Question

The table follows a mercury atom in Dirac Kohn-Sham PBE while part of a 5d electron is taken out. Let x be the electrons removed, E(x) the energy change, ε(x) the emptied level eigenvalue, r(x) the emptied level mean radius, and D(x) = E(x) − x·E(1) the deviation from the straight line.

All-electron Dirac Kohn-Sham calculations with Quantum ESPRESSO ld1.x 7.5: PBE, spin-unpolarised, spherical densities, point nucleus. Up to one electron is removed from the 5d sub-shell of a neutral mercury atom (Z = 80), shared 0.4 to 0.6 between 5d3/2 and 5d5/2. The emptied level eigenvalue and mean radius are 5d averages with these weights.

```
electrons removed (electrons)  energy change (eV)  emptied level eigenvalue (eV)  emptied level mean radius (bohr)  deviation from the straight line (eV)
                        0.000                   0                        -9.8941                             1.502                                  0.000
                        0.100              1.0432                        -10.972                             1.495                                 -0.511
                        0.200              2.1951                        -12.069                             1.487                                 -0.913
                        0.300              3.4577                        -13.185                             1.480                                 -1.204
                        0.400              4.8328                        -14.319                             1.474                                 -1.383
                        0.500              6.3220                        -15.469                             1.467                                 -1.447
                        0.600              7.9271                        -16.636                             1.460                                 -1.396
                        0.700              9.6498                        -17.820                             1.454                                 -1.227
                        0.800              11.492                        -19.018                             1.448                                 -0.939
                        0.900              13.454                        -20.232                             1.442                                 -0.531
                        1.000              15.538                        -21.460                             1.436                                  0.000
```

Three limits govern the use of these numbers. The hole is spherical and unpolarised, and it is shared 0.4 to 0.6 between 5d3/2 and 5d5/2, which further output of the same calculation puts 1.86 eV apart at x = 0.2 and 1.94 eV apart at x = 0.8, so E(1) belongs to no single spectral line. The same output has 6s above 5d5/2 by 2.79 eV at x = 0.2, so a 5d hole is not the lowest state of the ion. Breit and QED terms are absent.

(a) What should E(x) and ε(x) look like in exact theory, and where does the table depart from this?
(b) Is the departure a numerical fault?
(c) Estimate D(0.2) from eigenvalues alone and compare it with the tabulated value.
(d) Which eigenvalue can be used as a removal energy?
(e) Why does the failure arise, and what sets its size?

Model answer

(a) A system with a fractional electron number is, in exact theory, a mixture of atom and ion with weights 1 − x and x. Its energy is the weighted mean, E(x) = x·E(1), so D is zero, and the slope, hence the level, is constant. This is proved for ground states; carrying it over to a 5d hole is an extension by argument. In the table D is negative in all nine inner rows and reaches −1.447 eV at x = 0.5, which is 9.3 % of E(1) = 15.538 eV. The eigenvalue falls in every step, from −9.894 to −21.460 eV. A sagging energy and a sliding level are the two marks of the failure.

(b) No. For a variational calculation Janak's theorem holds,

dE/dx = −ε(x)

Integrating −ε along the column returns E(x) within the rounding in each row, the largest difference being 0.5 meV at x = 0.8, where rounding allows 0.9 meV. The small known offset of the GGA totals therefore leaves no visible trace in these differences. The sag belongs to the functional and the averaged occupation.

(c) Define the curvature U = d²E/dx² = −dε/dx. For constant U the energy is a parabola; subtracting the chord removes the linear part and leaves

D(x) = −(U/2)·x(1 − x)

with depth U/8 at the middle. The end rows give the mean U = 21.460 − 9.894 = 11.566 eV. At x = 0.2,

D = −5.783 × 0.2 × 0.8 = −0.925 eV

against −0.913 eV in the table, too deep by 0.012 eV or 1.3 % of the tabulated value. No energy was fitted, and this row did not enter U. At the middle, U/8 = 1.446 eV meets 1.447 eV. Elsewhere the parabola misses systematically: too deep up to x = 0.4, too shallow from x = 0.6, worst by 0.014 eV at x = 0.8, well above the rounding of about 0.001 eV. The reason is that U drifts, rising in every row from 10.7 to 12.35 eV. Let U′ = dU/dx be constant and expand −ε about x = ½; the term U′(x − ½)²/2 integrates to a cubic, and after subtraction of the chord

D(x) = −x(1 − x)·[U/2 + (U′/6)(x − ½)]

A quadratic fit to all eleven eigenvalues gives U′ = 1.663 eV, so D(0.2) = −0.16 × (5.783 − 0.277 × 0.3) = −0.912 eV. Here the eigenvalue of the row was part of the fit, its energy was not. With the fitted quadratic, D is met to 0.0009 eV or better throughout. The eigenvalues are the sharper test: the quadratic leaves up to 0.004 eV in them, and a cubic fit has U′ falling from about 2.0 to 1.4 eV. The program output printed below lists the Janak and D residuals row by row and the largest residual of each eigenvalue fit.

(d) Neither end. In the neutral atom −ε lies 5.644 eV below E(1), an error of −36 % of E(1); in the ion it lies 5.922 eV above, +38 %. Both are close to U/2 = 5.783 eV in size. Since E(1) is the integral of −ε, the midpoint value of Slater's transition state cancels the U term, and the expansion above leaves

−ε(½) − E(1) = −U′/24 = −0.069 eV

as found, 15.469 − 15.538 = −0.069 eV, or −0.44 % of E(1). The mean of the two ends errs by +U′/12 = +0.139 eV. The midpoint reproduces the PBE energy difference, which says nothing about the accuracy of that difference.

(e) The cause is argued as follows. Hold the orbitals fixed at first. The functional then sees one smeared density, ρ = ρ₀ − x·n, with n the normalised 5d density. The Hartree energy is quadratic in ρ and so contains x²F⁰/2, where F⁰ is the Coulomb repulsion of n with itself. The true mixture has no such term, so exact exchange-correlation must cancel the curvature. A semilocal functional responds to the removed charge through a local kernel that for exchange scales as −ρ^(−2/3). The hole is a small part of a dense ten-electron shell, so the kernel is weak there and cancels little.

An isolated charged sphere is the simpler system: its energy Q²/2C is a parabola in the charge, its potential shifts in proportion to Q, and U plays the part of e²/C. The analogy gives the shape and the rule that a compact shell curves more. It fails on size, because the atom rearranges, and in principle, because charge on a large sphere is nearly continuous whereas an atom holds whole electrons.

The numbers show that U is not the bare repulsion. Slater integrals from the further output, with one term extrapolated, give F⁰ = 16.6 eV at x = 0.2 and about 17.0 eV at x = 0.8, against U = 11.1 and 12.1 eV, ratios of 0.67 and 0.71. Relaxation lowers U: as the hole opens, the remaining electrons contract and put charge back, the mean radius shrinking between those rows by 2.6 % for 5d and 5.7 % for 6s. A crude first-order budget gives 3.2 eV to the 5d and 1.8 eV to the 6s contraction, together nearly the gap of 5 to 6 eV. It omits the exchange-correlation kernel and the 5p response, so its closeness may be a cancellation.

Remarks on the reasoning

The agreement in (b), (c) and (d) follows from Janak's theorem and a smooth ε(x). It is built into any variational calculation and tests neither PBE nor the cause given in (e). An answer that cites U/8 as proof of self-interaction overreaches.

Contraction alone does not explain the growth of U. Over the table U rises 15.6 % while 1/r rises 4.6 %; between x = 0.2 and 0.8 it gains 1.0 eV while F⁰ gains 0.4 eV. The remainder points to weaker screening in the more tightly bound ion. The further output supports this: the 6s mean radius shrinks by 0.143 bohr over the first half of the removal and by only 0.111 bohr over the second, so relaxation of this shell offsets less of the hole. How much of the remainder this covers was not computed.

The practical harm is delocalisation. For two atoms infinitely far apart that share one hole, half a hole on each costs 2 × 6.322 − 15.538 = −2.894 eV relative to a whole hole on one, about −U/4, where the straight line makes the two equal. The functional thus favours spreading the charge.

The chord is itself an imperfect reference. At x = 1 each of the ten spin orbitals holds 0.9 electron, so the end point is still a fractional state. The spherical, unpolarised averaging therefore affects the curvature, and whether a whole hole in one orbital would give more or less of it is not tested here.

A hole in 6s should sag less. The further output at x = 0.2 gives a bare repulsion of 6s with itself little more than half the 0.601 hartree of 5d5/2, although no outer shell is left to screen a 6s hole. A hole in the compact 4f shell would start from a larger F⁰ and be screened by 5s, 5p, 5d and 6s; a deeper sag is likely, by less than the radii suggest.

The analysis program printed:

```
x | Janak int-E, floor (meV) | off_line, resid const U, resid linear U (eV) | U (eV) | U*r
0.0 | +0.00 0.05 | +0.000 +0.0000 +0.0000 | 10.69 | 16.05
0.1 | -0.05 0.10 | -0.511 +0.0095 -0.0002 | 10.88 | 16.26
0.2 | -0.06 0.15 | -0.913 +0.0123 -0.0005 | 11.07 | 16.45
0.3 | -0.12 0.20 | -1.204 +0.0104 -0.0005 | 11.25 | 16.64
0.4 | -0.16 0.25 | -1.383 +0.0049 -0.0009 | 11.42 | 16.83
0.5 | -0.09 0.30 | -1.447 -0.0013 -0.0004 | 11.59 | 17.00
0.6 | -0.09 0.35 | -1.396 -0.0081 -0.0006 | 11.75 | 17.16
0.7 | -0.12 0.40 | -1.227 -0.0126 -0.0002 | 11.91 | 17.32
0.8 | -0.54 0.90 | -0.939 -0.0137 +0.0001 | 12.06 | 17.47
0.9 | -0.17 0.95 | -0.531 -0.0105 -0.0002 | 12.21 | 17.60
1.0 | +0.33 1.00 | +0.000 +0.0000 +0.0000 | 12.35 | 17.73
worst Janak residual 0.54 meV at x=0.8
off_line floor ~0.001 eV; worst const U 0.0137 at x=0.8, linear U 0.0009 eV
eigenvalue fit max resid: line 0.1284, quadr 0.0037, cubic 0.0006 eV (floor 0.0005)
mean U = 11.566 eV; U/8 = 1.446; U/2 = 5.783; depth/E(1) = 9.3 %
mean U' = 1.663 eV; U' at x=0, 1: 1.96, 1.37; U'' = -0.59 eV
deepest point where -eps = E(1): x = 0.5059
E(1) = 15.538 eV; -eps(0)-E(1) = -5.644 (-36.3 %); -eps(1)-E(1) = +5.922 (+38.1 %)
Slater -eps(0.5)-E(1) = -0.069 eV (-0.44 %); model -U'/24 = -0.069
mean of ends - E(1) = +0.139 eV; model U'/12 = +0.139; Simpson +0.0003
two half holes vs one whole hole: 2E(0.5)-E(1) = -2.894 eV; -U/4 = -2.891
x 0->1: U +15.6 %, 1/r +4.6 %, r -4.4 %; dlnU/dlnr = -3.22 (rival: -1)
further output, x = 0.2 and 0.8 (eV):
 0.4/0.6 j average minus table eigenvalue [-0.001 -0.001] (floor ~0.002)
 5d spin-orbit splitting [1.86 1.94] ; 6s above 5d5/2 by [2.79 4.24]
 bare F0(5d,5d) [16.64 17.05] ; U [11.07 12.06] ; U/F0 [0.665 0.708] ; F0-U [5.57 4.98]
 growth 0.2->0.8: U +9.0 % (+1.00 eV), F0 +2.5 % (+0.41 eV), 1/r +2.7 %
 mean radius change: 6s -5.7 %, 5d -2.6 %
 rough budget: F0 16.84 - 5d relax 3.2 - 6s relax 1.8 = 11.8; table U 11.58; left -0.2
 6s level slope 9.10 eV per electron vs 5d 11.58
```
